**Hyperfine constant of the 5p1/2 electron along the 49-electron sequence: predicting Xe5+ and Cs6+**

The table holds A/g in MHz for 5p1/2 outside a [Kr] 4d¹⁰ 5s² core, In to Nd11+, at three levels: frozen-core DHF, RPA core polarisation, and Brueckner orbitals with RPA. The program divides the DHF column by the Fermi-Segrè prefactor 84.81 MHz · Z · F(Z), fits the remainder as a quadratic in z = charge + 1, and fits the two corrections as power laws in z, using the eight known ions without indium. The quadratic has an rms error of 0.027% on the fitted rows and overshoots indium by 2.2%; a fixed hydrogenic coefficient and an offset power law do worse on the fitted rows. The withheld Xe5+ and Cs6+ values are reproduced within 6 MHz at all three levels, at most half of the leave-one-out bars. The output also shows the drift of the inner charge needed by the plain Fermi-Segrè formula, the nearly constant ratio of A to the 5p doublet, and that 1.5 δE/E gives the Brueckner correction only to within about 50% from Sn+ to La8+.

B-spline many-body code 1, no-pair Dirac-Coulomb: frozen-core Dirac-Hartree-Fock (DHF), RPA core polarisation, and Brueckner orbitals from a second-order or screened correlation potential. One 5p1/2 electron outside a closed [Kr] 4d10 5s2 core. A/g is the hyperfine constant A over the nuclear g factor μ/(I μ_N), for a finite, uniformly magnetised nucleus.

## Script

```python
# Table: hyperfine A/g (MHz) of 5p1/2 in the 49-electron sequence, B-spline many-body code: DHF, RPA, Brueckner+RPA.
# Tested: A = K(8/9) Z F(Z) y(z), y quadratic in z = charge+1; corrections as power laws; prediction of withheld rows.
T = {
    'ion': ['In', 'Sn+', 'Sb2+', 'Te3+', 'I4+', 'Xe5+', 'Cs6+', 'La8+', 'Ce9+', 'Pr10+', 'Nd11+'],
    'Z': [49, 50, 51, 52, 53, 54, 55, 57, 58, 59, 60],
    'charge': [0, 1, 2, 3, 4, 5, 6, 8, 9, 10, 11],  # e
    'nuclear_rms_radius': [4.616, 4.652, 4.68, 4.742, 4.75, 4.786, 4.804, 4.855, 4.877, 4.892, 4.912],  # fm
    'hyperfine_a_dhf_5p12': [1445, 2854, 4418, 6173, 8137, 10330, 12760, 18420, 21690, 25270, 29200],  # MHz
    'hyperfine_a_rpa_5p12': [1851, 3370, 5062, 6957, 9071, 11420, 14020, 20040, 23500, 27280, 31420],  # MHz
    'hyperfine_a_brueckner_rpa_5p12': [2098, 3642, 5367, 7305, 9463, 11850, 14500, 20610, 24120, 27960, 32150],  # MHz
}
HELD = [5, 6]  # rows withheld from the fit
import numpy as np
from scipy import constants as sc
pc = lambda k: sc.physical_constants[k][0]
ion = T['ion']; Z = np.array(T['Z'], float); z = np.array(T['charge'], float) + 1
D, R, B = (np.array(T['hyperfine_a_%s_5p12' % k], float) for k in ('dhf', 'rpa', 'brueckner_rpa'))
K = sc.mu_0/(4*np.pi)*2*pc('Bohr magneton')*pc('nuclear magneton')/sc.h/pc('Bohr radius')**3/1e6*8/9
g = np.sqrt(1-(sc.alpha*Z)**2); F = 3/(g*(4*g*g-1)); P = K*Z*F
y = D/P; fr = R/D-1; fb = B/R-1
rnd = lambda a: 0.5*10**(np.floor(np.log10(a))-3)
known = [i for i in range(len(Z)) if i not in HELD]
tr = [i for i in known if z[i] > 1]   # neutral In left out: expansion in ion charge is worst there
def model(t):
    q = np.polyfit(z[t], y[t], 2, w=1/y[t])
    a = np.polyfit(np.log(z[t]), np.log(fr[t]), 1); b = np.polyfit(np.log(z[t]), np.log(fb[t]), 1)
    d = P*np.polyval(q, z); r = np.exp(np.polyval(a, np.log(z))); s = np.exp(np.polyval(b, np.log(z)))
    return np.array([d, d*(1+r), d*(1+r)*(1+s), r, s]), q, a, b
M, q, a, b = model(tr); X = np.array([D, R, B, fr, fb])
loo = np.array([model([j for j in tr if j != i])[0][:, i]/X[:, i]-1 for i in tr[1:-1]])
bar = abs(loo).max(axis=0)
q1 = np.polyfit(z[tr], y[tr]-z[tr]**2/125, 1, w=1/y[tr]); A1 = P*(z*z/125+np.polyval(q1, z))
def pw(s):
    c = np.polyfit(np.log(z[tr]+s), np.log(D[tr]), 1); return c, np.exp(np.polyval(c, np.log(z+s)))
s0 = min(np.arange(0, 20, 0.01), key=lambda s: np.sum(np.log(pw(s)[1][tr]/D[tr])**2)); c2, A2 = pw(s0)
print('K*8/9 = %.2f MHz; y = A_DHF/(K*8/9 Z F); fits use the known ions without In' % K)
print('main: y = %.5f z^2 + %.4f z + %.4f; leading coefficient x 125 = %.3f' % (*q, q[0]*125))
print('alt 1: y = z^2/125 + %.4f z + %.4f; alt 2: A ~ (z+%.2f)^%.2f without F' % (*q1, s0, c2[0]))
print('RPA fraction = %.3f z^%.3f; Brueckner fraction = %.3f z^%.3f' % (np.exp(a[1]), a[0], np.exp(b[1]), b[0]))
print('ion F y | DHF error % main alt1 alt2, rounding % | RPA MHz, %, fit % | Brueckner MHz, %, fit %')
for i in known:
    print('%-6s %.3f %.4f | %+.2f %+.2f %+.2f, %.3f | %4.0f %.2f %.2f | %3.0f %.2f %.2f' % (ion[i], F[i], y[i],
          *(100*(m[i]/D[i]-1) for m in (M[0], A1, A2)), 100*rnd(D[i])/D[i],
          R[i]-D[i], 100*fr[i], 100*M[3, i], B[i]-R[i], 100*fb[i], 100*M[4, i]))
for n, m in (('main', M[0]), ('alt 1', A1), ('alt 2', A2)):
    e = m[tr]/D[tr]-1; print('%s: rms %.3f %%, worst fitted row %s' % (n, 100*np.sqrt(np.mean(e*e)), ion[tr[np.argmax(abs(e))]]))
print('worst leave-one-out error %%: DHF %.2f RPA %.2f final %.2f; relative on fractions %.1f, %.1f' % tuple(100*bar))
i, j = known[0], known[-1]
print('%s to %s growth: DHF %.1f = y %.2f x Z %.3f x F %.3f; final %.1f' % (ion[i], ion[j], D[j]/D[i], y[j]/y[i], Z[j]/Z[i], F[j]/F[i], B[j]/B[i]))
# further outputs of the same runs: DHF removal energy, screened shift (eV), and DHF 5p doublet (1/cm)
E = {50: (13.8183, 1.04775), 51: (24.4057, 1.15545), 52: (36.6386, 1.24166), 53: (50.3859, 1.31625), 57: (119.303, 1.55552)}
W = {49: 2000.91, 50: 4094.94, 51: 6463.64, 52: 9155.03, 53: 12198.8, 57: 28460.5, 58: 33695.9, 59: 39463.0}
ix = lambda n: list(Z).index(n); Ry = pc('Rydberg constant times hc in eV')
for n, (e, de) in E.items():
    k = ix(n); nu = z[k]*np.sqrt(Ry/e); zi = D[k]/(K*F[k]*z[k]**2/nu**3)
    print('%-5s nu %.3f, z^2/nu^3 %.3f, needed Zi-Z %+.1f; 1.5 dE/E %.2f %%, Brueckner fraction / that %.2f' % (ion[k], nu, z[k]**2/nu**3, zi-n, 150*de/e, fb[k]/(1.5*de/e)))
print('A_DHF/doublet (MHz cm): ' + ' '.join('%s %.3f' % (ion[ix(n)], D[ix(n)]/w) for n, w in W.items()))
print('In to Pr10+: doublet x %.1f, A_DHF x %.1f' % (W[59]/W[49], D[ix(59)]/D[ix(49)]))
for i in HELD:
    print('withheld %s: DHF from alt 1 %.0f, alt 2 %.0f MHz (misses %+.2f, %+.2f %%)' % (ion[i], A1[i], A2[i], 100*(A1[i]/D[i]-1), 100*(A2[i]/D[i]-1)))
    for k, n in enumerate(('DHF', 'RPA', 'Brueckner RPA')):
        u = np.hypot(bar[k]*M[k, i], rnd(M[k, i])); m = M[k, i]-X[k, i]
        print('  %s predicted %.0f +- %.0f, computed %.0f, miss %+.0f MHz (%+.2f %%, %.1f bars)' % (n, M[k, i], u, X[k, i], m, 100*m/X[k, i], abs(m)/u))
    for k, n in ((3, 'RPA'), (4, 'Brueckner')):
        u = np.hypot(bar[k]*M[k, i], np.sqrt(2)*rnd(M[0, i])/M[0, i])
        print('  %s fraction predicted %.2f +- %.2f %%, computed %.2f, miss %+.2f' % (n, 100*M[k, i], 100*u, 100*X[k, i], 100*(M[k, i]-X[k, i])))
assert np.all(np.diff(D[known]) > 0) and np.all(fr[known] > 0) and np.all(fb[known] > 0)
assert np.all(np.diff(fr[known]) < 0) and np.all(np.diff(fb[known]) < 0)
assert 0.8 < q[0]*125 < 1.3
assert -1 < a[0] < 0 and -1 < b[0] < 0
```

Printed output:

```
K*8/9 = 84.81 MHz; y = A_DHF/(K*8/9 Z F); fits use the known ions without In
main: y = 0.00837 z^2 + 0.2152 z + 0.0517; leading coefficient x 125 = 1.047
alt 1: y = z^2/125 + 0.2195 z + 0.0432; alt 2: A ~ (z+1.74)^1.77 without F
RPA fraction = 0.248 z^-0.474; Brueckner fraction = 0.130 z^-0.691
ion F y | DHF error % main alt1 alt2, rounding % | RPA MHz, %, fit % | Brueckner MHz, %, fit %
In     1.291 0.2694 | +2.18 +0.48 +14.58, 0.035 |  406 28.10 24.76 | 247 13.34 13.01
Sn+    1.306 0.5154 | +0.02 -0.24 +0.70, 0.018 |  516 18.08 17.82 | 272 8.07 8.06
Sb2+   1.321 0.7730 | -0.05 +0.09 -1.00, 0.011 |  644 14.58 14.71 | 305 6.03 6.09
Te3+   1.338 1.0464 | -0.01 +0.26 -0.52, 0.008 |  784 12.70 12.83 | 348 5.00 4.99
I4+    1.355 1.3364 | +0.03 +0.32 +0.32, 0.006 |  934 11.48 11.54 | 392 4.32 4.28
La8+   1.429 2.6658 | +0.03 +0.04 +1.21, 0.027 | 1620 8.79 8.73 | 570 2.84 2.85
Ce9+   1.450 3.0408 | -0.00 -0.09 +0.65, 0.023 | 1810 8.34 8.31 | 620 2.64 2.65
Pr10+  1.472 3.4316 | +0.00 -0.17 -0.14, 0.020 | 2010 7.95 7.94 | 680 2.49 2.48
Nd11+  1.494 3.8404 | -0.02 -0.29 -1.20, 0.017 | 2220 7.60 7.62 | 730 2.32 2.33
main: rms 0.027 %, worst fitted row Sb2+
alt 1: rms 0.212 %, worst fitted row I4+
alt 2: rms 0.806 %, worst fitted row La8+
worst leave-one-out error %: DHF 0.07 RPA 0.13 final 0.16; relative on fractions 1.2, 1.4
In to Nd11+ growth: DHF 20.2 = y 14.26 x Z 1.224 x F 1.158; final 15.3
Sn+   nu 1.985, z^2/nu^3 0.512, needed Zi-Z +0.4; 1.5 dE/E 11.37 %, Brueckner fraction / that 0.71
Sb2+  nu 2.240, z^2/nu^3 0.801, needed Zi-Z -1.8; 1.5 dE/E 7.10 %, Brueckner fraction / that 0.85
Te3+  nu 2.438, z^2/nu^3 1.105, needed Zi-Z -2.7; 1.5 dE/E 5.08 %, Brueckner fraction / that 0.98
I4+   nu 2.598, z^2/nu^3 1.425, needed Zi-Z -3.3; 1.5 dE/E 3.92 %, Brueckner fraction / that 1.10
La8+  nu 3.039, z^2/nu^3 2.885, needed Zi-Z -4.3; 1.5 dE/E 1.96 %, Brueckner fraction / that 1.45
A_DHF/doublet (MHz cm): In 0.722 Sn+ 0.697 Sb2+ 0.684 Te3+ 0.674 I4+ 0.667 La8+ 0.647 Ce9+ 0.644 Pr10+ 0.640
In to Pr10+: doublet x 19.7, A_DHF x 17.5
withheld Xe5+: DHF from alt 1 10357, alt 2 10432 MHz (misses +0.26, +0.99 %)
  DHF predicted 10332 +- 9, computed 10330, miss +2 MHz (+0.02 %, 0.2 bars)
  RPA predicted 11426 +- 16, computed 11420, miss +6 MHz (+0.05 %, 0.4 bars)
  Brueckner RPA predicted 11856 +- 20, computed 11850, miss +6 MHz (+0.05 %, 0.3 bars)
  RPA fraction predicted 10.59 +- 0.15 %, computed 10.55, miss +0.03
  Brueckner fraction predicted 3.77 +- 0.09 %, computed 3.77, miss +0.00
withheld Cs6+: DHF from alt 1 12788, alt 2 12939 MHz (misses +0.22, +1.40 %)
  DHF predicted 12765 +- 11, computed 12760, miss +5 MHz (+0.04 %, 0.5 bars)
  RPA predicted 14021 +- 19, computed 14020, miss +1 MHz (+0.01 %, 0.1 bars)
  Brueckner RPA predicted 14496 +- 24, computed 14500, miss -4 MHz (-0.03 %, 0.2 bars)
  RPA fraction predicted 9.84 +- 0.13 %, computed 9.87, miss -0.03
  Brueckner fraction predicted 3.39 +- 0.07 %, computed 3.42, miss -0.04
```
